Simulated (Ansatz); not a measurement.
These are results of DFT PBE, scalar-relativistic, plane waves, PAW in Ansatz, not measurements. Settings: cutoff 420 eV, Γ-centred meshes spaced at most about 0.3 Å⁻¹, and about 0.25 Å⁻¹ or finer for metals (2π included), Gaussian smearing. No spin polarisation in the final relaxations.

All energies are static (0 K, no zero-point motion).

Two relaxed structures of SiSn4:

A.

```
Si Sn
1.0
     3.92040   -4.46445    0.00000
     3.92040    4.46445    0.00000
     0.00000    0.00000    3.86869
Si Sn
1 4
Direct
  0.50000 0.50000 0.50000
  0.80879 0.19121 0.50000
  0.24461 0.24461 0.00000
  0.75539 0.75539 0.00000
  0.19121 0.80879 0.50000
```

B.

```
Si Sn
1.0
     5.55663    0.00000    0.00000
     0.00000    3.88581    0.00000
    -0.41424    0.00000    6.14569
Si Sn
1 4
Direct
  0.50000 0.50000 0.50000
  0.75146 0.50000 0.12871
  0.19370 0.00000 0.30906
  0.80630 0.00000 0.69094
  0.24854 0.50000 0.87129
```

Task: Which is lower in energy, and by how much?

Result: B is lower, by 27 meV/atom. A has space group Cmmm (No. 65), 27.1 Å³/atom and no gap on its mesh; B has space group P2/m (No. 10), 26.5 Å³/atom and no gap. Counting Sn atoms around Si (those within 1.25 times the shortest such distance or 1.15 times the sum of covalent radii), A and B both have Si 6. Even the lower one lies +0.19 eV/atom against the reference forms of the elements (uncorrected), so neither is stable at this level. Both come from invented guesses.

Cells relaxed within their symmetry can be saddle points. The P2/m cell of SiSn4 came from shaking the Cmmm one.

B is favoured by 27 meV/atom, and the gain seems to come from the tin framework rather than from silicon. The coordinates give Si a nearly regular octahedron of Sn in both cells, with almost the same Si–Sn distances. The monoclinic distortion instead brings additional Sn atoms into contact and shrinks the volume from 27.1 to 26.5 Å³/atom. More Sn–Sn bonding at little cost to the Si environment is therefore the likely reason for the ordering.

The positive energy against the elements fits the known behaviour of Si and Sn, which barely dissolve in each other as solids and form no established bulk compound. Silicon favours four short, directional sp³ bonds, whereas six longer contacts to the much larger Sn must share its valence electrons in weaker, more delocalised bonding. The absence of a gap is in keeping with that picture. The comparison ranks two octahedral packings only, and leaves open whether a tetrahedral, diamond-like ordering at this composition would lie lower.
